## The decision: where to set the cutoff

Before a plane-wave calculation starts, someone has to choose the wave cutoff. It limits how finely the electron waves can vary in space: a low value saves work, a high value reduces the error. For cubic TaO₃, treated here with a density functional, the choice between 200 and 350 eV changes the energy error from about 5 eV per atom to less than 0.1 eV per atom. Over that range the error can be estimated with mental arithmetic.

Ansatz 0.2.0, r2SCAN with plane waves and soft PAW potentials (soft_2), collinear spins, for cubic TaO₃ (4-atom cell) with fixed atoms. The k mesh is 10×10×10 and the Gaussian smearing 0.1 eV, with energies taken to zero smearing. The reference is the run at 850 eV; pressure is positive in compression and corrected for the finite cutoff.

```tsv
wave cutoff	energy less reference (meV per atom)	pressure less reference (GPa)	pressure (GPa)	cell moment (muB)
150 eV	17210.2	23.755	18.926	0.929
200 eV	4890.9	7.169	2.340	0.999
250 eV	1310.2	-0.161	-4.990	1.000
300 eV	314.9	-0.598	-5.427	1.000
350 eV	65.1	-0.049	-4.878	1.000
380 eV	23.9	0.010	-4.819	1.000
460 eV	5.3	0.026	-4.803	1.000
500 eV	4.6	0.022	-4.807	1.000
520 eV	4.2	0.019	-4.810	1.000
600 eV	2.1	0.013	-4.816	1.000
700 eV	0.6	0.005	-4.824	1.000
```

The column "energy less reference" is the error in question. It is the energy per atom minus that of the same crystal, with the same atomic positions, computed at 850 eV. The printed output after the text sets the rule below beside every row.

## The rule

Start with 5000 meV per atom at 200 eV and divide by four for every further 50 eV. Halving the error for every 25 eV is the same rule. As a formula,

$$
\Delta \approx 5000\ \text{meV} \times 4^{-(E-200\ \text{eV})/(50\ \text{eV})},
$$

where $\Delta$ is the energy error per atom and $E$ the wave cutoff. Both numbers are rounded from the rows at 200 and 300 eV, so those two rows are no test of the rule.

## Two rows worked

At 250 eV the cutoff is one step above the start. The rule gives $5000/4 = 1250$ meV per atom, and the calculation gives 1310. The estimate is 5% low, but this row lies between the two that set the rule, so good agreement is the least to ask.

The row at 350 eV is a harder test, because it lies outside them. It is three steps above the start, and three divisions by four give $5000/64 \approx 78$ meV per atom. The computed error is 65, so the estimate is 20% too high. That is good enough for choosing a cutoff, since the error itself has fallen by a factor of 75 since 200 eV.

## Why equal steps divide the error

A plane-wave calculation builds each electron wave from ripples of many wavelengths. The cutoff is the kinetic energy of the finest ripple allowed, $E=\hbar^2G^2/2m$, where $G$ is its wave vector and $m$ the electron mass. The energy error comes mainly from the finer ripples that are left out. It is roughly their kinetic energy times their weight in the fully converged wave, which the PAW method has already smoothed near the nuclei.

The weights depend on how sharp the wave is. For a smooth bump shaped like a Gaussian of width $w$, they fall as $e^{-G^2w^2}$. Since $G^2$ is proportional to the cutoff energy, each equal step in energy divides the error by nearly the same factor. A factor of four per 50 eV corresponds to a width of a few tenths of an ångström, much shorter than the Ta–O distance of 1.98 Å. This suggests that the high cutoff is demanded by the sharp part of the waves close to the atoms rather than by the bonds between them.

This argument also tells what to expect of a neighbouring case. An atom with more compact orbitals, or a potential that keeps more of their sharpness, has a smaller $w$. The same 50 eV then buys a smaller factor. The potentials used here are a soft set, so the numbers 5000 and four belong to them and to this compound, while the form of the rule should carry over more widely.

The table offers one check on the form. If the weights fell exponentially with $G$ itself, equal steps in energy would bring smaller and smaller gains. From 200 to 380 eV the gains grow instead: the factor per 50 eV rises from 3.7 in the first step to 5.3 in the last. In this range the Gaussian picture, with its nearly constant factor, is therefore the better of the two, though above 300 eV the computed error falls by more than the rule's factor of four per step. That is why the rule is 20% too high at 350 eV and 42% too high at 380 eV. Some growth of the factor is expected even for a Gaussian. The ripples just above the cutoff gain in kinetic energy and in number as the cutoff rises, which slows the fall, but less so at each further step. From 500 eV upward the law exponential in $G$ lies closer to the table, but neither describes the slow tail there.

## The lowest cutoff is a different case

At 150 eV the rule is still only 16% too high, but here the magnetism suffers as well. The cell moment, which measures the surplus of one electron spin over the other, is 0.93 there and 1.00 at all higher cutoffs. The coarse basis has also shifted the balance between the two spins. That shift is expected to matter little beside an energy error of 17 eV per atom, but it makes the run a poor guide to the magnetism. The search for lower states was only a light one and no run had a stability check, so the table shows how the basis error falls for the states found.

## Where the rule breaks

The program warned that every cutoff in the table up to 460 eV is below its recommended value, so the whole range in which the rule works lies below that value too. Somewhere between 380 and 460 eV the steep fall ends. At 460 eV the rule is 30% low, which still looks acceptable, but only because the estimate has crossed the computed curve shortly before. At 500 eV it promises 1.2 meV per atom where the calculation gives 4.6. At 600 eV it is too low by a factor of almost thirty.

The danger is clearest when the rule is turned round to find a cutoff for a wanted error. For 100 meV per atom it asks for about 340 eV, and interpolation in the table gives nearly the same. For 1 meV per atom it asks for about 510 eV, whereas the table needs about 660. Even that figure may be too low, because errors counted from the 850 eV run must vanish at 850 eV, whatever that run still lacks.

## How much of the error matters

An error of 315 meV per atom at 300 eV sounds fatal, but most practical questions concern energy differences. The pressure shows how much cancels when the same crystal is slightly compressed. At 300 eV the pressure, already corrected for the finite cutoff, is off by 0.6 GPa. For a volume change of one per cent, or 0.155 Å³ per atom, this means

$$
0.6\ \text{GPa}\times 0.155\ \text{Å}^3 \times 6.24\ \frac{\text{meV}}{\text{GPa Å}^3} \approx 0.6\ \text{meV per atom}.
$$

With the same cutoff at both volumes, nearly all of the error is therefore common to them, as it should be if it arises close to the atoms. Between different compounds less may cancel, and the table doesn't test that.

The pressure error follows no rule as simple as that for the energy. It changes sign between 200 and 250 eV and again between 350 and 380 eV, so one small value may be a mere crossing through zero. At 250 eV it is only 0.16 GPa in size, and at 300 eV it is larger again. What counts is how large the error still gets at higher cutoffs: from 350 eV upward the pressure is within 0.05 GPa of the reference in every row.

## What keeps the last few meV alive?

The slow tail above 460 eV remains unexplained. It may come from a little sharpness left in the smoothed waves, which a Gaussian doesn't have. It may equally come from the grid for the electron density, whose own cutoff was always four times the wave cutoff and so rose with it. Raising the density cutoff alone at 500 eV would show which: if the 4.6 meV per atom hardly changes, the waves are to blame.

Numerical output:

```
Energy error and rule in meV per atom:
     row  computed      rule  rule miss in percent  computed over rule  factor per 50 eV since previous row  rival miss in percent
  150 eV     17210     20000                 16.21              0.8605                                  n/a                  45.78
  200 eV      4891      5000                 2.231              0.9782                                3.519                      0
  250 eV      1310      1250                -4.595               1.048                                3.733                  -11.6
  300 eV     314.9     312.5               -0.7621               1.008                                4.161               2.22e-14
  350 eV      65.1     78.12                 20.01              0.8333                                4.837                  46.04
  380 eV      23.9     34.01                 42.28              0.7028                                5.313                    102
  460 eV       5.3       3.7                -30.18               1.432                                2.563                   68.7
  500 eV       4.6     1.221                -73.46               3.768                                1.194                 -11.61
  520 eV       4.2    0.7011                -83.31               5.991                                1.255                 -33.94
  600 eV       2.1   0.07629                -96.37               27.53                                1.542                  -69.3
  700 eV       0.6  0.004768                -99.21               125.8                                1.871                 -80.25
Computed factor per 50 eV between 200 and 300 eV: 3.941
Largest miss of the rule from 200 to 350 eV in percent: 20.01
Largest miss of the rule from 150 to 460 eV in percent: 42.28
Added cutoff for a tenfold smaller error by the rule in eV: 83.05
Cutoff for 100 meV per atom by the rule in eV: 341.1
Cutoff for 100 meV per atom interpolated in the table in eV: 336.4
Cutoff for 1 meV per atom by the rule in eV: 507.2
Cutoff for 1 meV per atom interpolated in the table in eV: 659.2
Gaussian orbital width implied by the factor four in angstrom, order of magnitude only: 0.325
Largest pressure error from 350 eV upward in GPa: 0.049
Change of the energy error at 300 eV for one percent of volume in meV per atom: 0.5796
```
